**Placing five k points in layered In₂Se**

In this crystal each sheet has an Se layer between two In layers, and the facing In planes of neighbouring sheets are about 8 Å apart. Atoms that touch within a sheet are only 3 Å apart, so the gap is far wider than atoms in contact would leave, and the cell is best read as nearly isolated sheets. Electrons therefore pass easily along a sheet and with difficulty from one sheet to the next. As a rule of thumb, changing an electron wave along the sheets moves its energy by tenths of an electronvolt to a few electronvolts, while changing it across the sheets can move it by as little as a few thousandths.

The question is whether that contrast is enough to put five unlabelled sets of levels back in their places. Level b1 is the highest filled one, with b2 and b3 below it; a1 is the lowest empty one, with a2 above it. The zero is the Fermi level, placed at the middle of the gap by convention.

Kohn–Sham levels of In₂Se (space group P-6m2), computed with Ansatz 0.2.0 using the r2SCAN functional, plane waves and PAW, scalar-relativistic and without spin polarization. The wave cutoff is 500 eV, the k mesh 12×12×4 and the Gaussian smearing 0.02 eV wide. Energies are counted from the Fermi level, set at mid-gap. Candidates: 13, 19, 12, 21, 22.

```csv
row,level b3 from the Fermi level (eV),level b2 from the Fermi level (eV),level b1 from the Fermi level (eV),level a1 from the Fermi level (eV),level a2 from the Fermi level (eV)
A,-3.403,-3.126,-0.586,0.583,1.805
B,-2.749,-2.433,-1.321,0.803,2.037
C,-2.751,-2.302,-1.402,0.745,2.114
D,-3.403,-3.127,-0.583,0.582,1.809
E,-2.157,-1.904,-1.714,1.534,1.878
```

Each candidate is a k point, which fixes how the phase of the electron wave advances from cell to cell. At Γ, M and K neighbouring sheets are in phase; at A, L and H, which lie directly above them in k space, neighbouring sheets are in antiphase. The lines Γ–A, M–L and K–H thus change only the phase between sheets. The candidates lie here:

- Row 12: 10/14 of the way from A to L
- Row 13: 2/14 of the way from L to H
- Row 19: 9/14 of the way from L to M
- Row 21: 6/14 of the way from H to K
- Row 22: 12/14 of the way from H to K

**The twins.** A and D agree within 0.004 eV in all five levels. Two points so alike should differ only in the phase between sheets, and rows 21 and 22 are the only candidates that share such a line. The end point H confirms it: its b1 lies at −0.580 eV and its a1 at 0.580 eV, almost exactly where A and D have theirs. Which twin is which has to wait.

**The cousins.** B and C have nearly the same b3, but their b2 levels are 0.13 eV apart. They are related but differ along the sheets, which suits rows 13 and 19, both close to the line L–M. A known point on that line, 3/14 of the way from L, has b2 at −2.302 eV, exactly as in C. C is therefore row 19. B has set out towards H: its b1 is higher than that of C and its b2 lower, both in the direction of the twins, although its a1 has first moved up, away from them.

**The loner.** E is left for row 12, and its wide vertical gap, a1 less b1, supports this. On the parallel line Γ–M that gap is 3.37 eV at 6/14 of the way and 2.56 eV at 12/14. E, at 10/14, has 3.25 eV, which lies between them. The filled levels fit less well: b1 and b2 are only 0.19 eV apart in E, but 0.50 and 0.63 eV apart at the calculated points 4/6 and 5/6 of the way from A to L, on either side of row 12. E's place therefore rests mainly on elimination.

**Telling the twins apart.** Suppose that each sheet contributes one level of energy E₀ and that a coupling t links it to the sheets on either side. With a phase φ between neighbouring sheets, the energy is E = E₀ + 2t cos φ. At H the phase is π and at K it is 0, so after a fraction x of the way from H to K the level has shifted by 2t(1 − cos πx). This shift grows steadily all the way to K, whatever the sign of t.

At x = 6/14 the bracket is 0.78, and at x = 12/14 it is 1.9. The nearer point should thus show 0.78/1.9 ≈ 0.41 of the shift of the farther one. Level a2 lies at 1.812 eV at H, 1.809 eV in D and 1.805 eV in A. The shifts are 0.003 and 0.007 eV, a ratio of about 0.4 if D is the nearer point. Levels b1 and a1 point the same way, since both lie closer to their values at H in D than in A. Energies printed to 0.001 eV can suggest the order here, but they are too coarse to test the cosine.

The assignment is therefore A = row 22, B = row 13, C = row 19, D = row 21 and E = row 12. Given the list of candidates, B, C and E are sure, and so is the pair A and D. The order within that pair is only probable, because it rests on a few thousandths of an electronvolt and on a steady change from H to K.

The rows with their labels:

```csv
row,level b3 from the Fermi level (eV),level b2 from the Fermi level (eV),level b1 from the Fermi level (eV),level a1 from the Fermi level (eV),level a2 from the Fermi level (eV)
1,-1.404,-1.404,-0.975,1.433,4.324
2,-2.247,-1.796,-0.927,2.442,2.677
3,-2.379,-2.264,-1.575,0.983,2.035
4,-2.744,-2.726,-1.172,0.932,1.856
5,-3.645,-2.852,-0.732,0.858,1.553
6,-3.676,-2.641,-0.805,0.825,1.814
7,-2.176,-2.110,-0.974,2.546,2.953
8,-1.404,-1.404,-0.975,1.433,4.324
9,-1.404,-1.404,-0.987,1.477,3.986
10,-1.404,-1.404,-1.005,1.545,3.738
11,-2.014,-1.602,-0.934,2.323,3.263
12,-2.157,-1.904,-1.714,1.534,1.878
13,-2.749,-2.433,-1.321,0.803,2.037
14,-3.386,-2.777,-0.860,1.168,1.347
15,-3.403,-3.127,-0.580,0.580,1.812
16,-2.664,-1.847,-1.348,2.003,2.741
17,-1.676,-1.479,-0.976,1.889,3.616
18,-2.752,-2.302,-1.400,0.751,2.099
19,-2.751,-2.302,-1.402,0.745,2.114
20,-3.403,-3.127,-0.580,0.580,1.812
21,-3.403,-3.127,-0.583,0.582,1.809
22,-3.403,-3.126,-0.586,0.583,1.805
```

All five assignments are right. When reading down the table, note that the path jumps from A to L between rows 17 and 18 and from M to H between rows 19 and 20, so the level changes there are not continuous motion.

The cosine can be tested better on the line from Γ to A, where the shifts are larger. Rows 9 and 10 stand at the same fractions, 6/14 and 12/14, and the ratio of their shifts from Γ is 0.40 for b1 and 0.39 for a1, close to the expected 0.41. For a2 it is 0.58, and the estimate fails. That level moves by more than half an electronvolt, too much for a picture of weakly coupled sheets with one level each; the next empty level points to mixing as the reason. At Γ it lies at 4.637 eV, only 0.313 eV above a2, and halfway to A it has risen to 5.208 eV while a2 has fallen to 3.928 eV. Two levels that start close together and move apart in this mirrored way cannot be described by one cosine each, and such a pair is what a nearly free wave in the space between the sheets is expected to give. The printed output gives these ratios and the level differences used above.

The same comparison shows how unequal the coupling between sheets is. Over 12/14 of the way, a1 moves by 0.112 eV when starting from Γ but by only 0.003 eV when starting from H. Theory offers a reason: a wave that oscillates quickly along the sheet dies away faster outside it, so less of it reaches the next sheet. At Γ the phase does not change from cell to cell along the sheet, whereas at H it changes strongly. The levels may also be built from different orbitals at the two places, which would alter their reach as well, and a1 lies higher at Γ (1.433 eV) than at H (0.580 eV), so it is less tightly bound there; the numbers here do not separate these effects.

For a similar layered crystal, a first guess is therefore that the levels next to the gap, b1 and a1, change less across the sheets along the corner line H–K than along Γ–A, and that both lines flatten as the sheets move apart; sheets packed in contact are expected to show larger shifts than these. Not every level follows this pattern: here b2 and b3 stay at −1.404 eV between Γ and A. The same theory expects this, because a degenerate pair at Γ has by symmetry no part that is uniform along the sheet, so it oscillates within each cell and also dies away quickly outside. This calculation leaves out spin–orbit coupling. In a crystal without inversion symmetry that coupling is expected to split levels near H and K, but nearly alike in both twins, so it should change their values more than their order.

The analysis program printed:

```
Space between facing In planes of neighbouring sheets (angstrom): 7.975
Vertical gap a1 less b1, row 12 (eV): 3.248
Vertical gap, row 13 (eV): 2.124
Vertical gap, row 19 (eV): 2.147
Vertical gap, row 21 (eV): 1.165
Vertical gap, row 22 (eV): 1.169
Vertical gap at H, row 15 (eV): 1.16
Vertical gap, row 18 on L-M (eV): 2.151
Vertical gap, row 2 on Gamma-M (eV): 3.369
Vertical gap, row 3 on Gamma-M (eV): 2.558
Separation b1 less b2, row 12 (eV): 0.19
Same separation at mesh point 4/6 from A to L (eV): 0.504
Same separation at mesh point 5/6 from A to L (eV): 0.63
b2, row 19 less row 18 (eV): 0
b1, row 19 less row 18 (eV): -0.002
a1, row 19 less row 18 (eV): -0.006
a2, row 19 less row 18 (eV): 0.015
b2, row 13 less row 18 (eV): -0.131
b1, row 13 less row 18 (eV): 0.079
a1, row 13 less row 18 (eV): 0.052
a2, row 13 less row 18 (eV): -0.062
b1 shift from H, row 21 (eV): -0.003
b1 shift from H, row 22 (eV): -0.006
a1 shift from H, row 21 (eV): 0.002
a1 shift from H, row 22 (eV): 0.003
a2 shift from H, row 21 (eV): -0.003
a2 shift from H, row 22 (eV): -0.007
Cosine estimate, shift at 6/14 over shift at 12/14: 0.409
Control Gamma-A, b1 shift ratio of rows 9 and 10: 0.4
Control Gamma-A, a1 shift ratio: 0.3929
Control Gamma-A, a2 shift ratio: 0.5768
b1 shift from Gamma, row 10 (eV): -0.03
a1 shift from Gamma, row 10 (eV): 0.112
a2 shift from Gamma, row 10 (eV): -0.586
a1 of row 19 above a1 at H (eV): 0.165
```
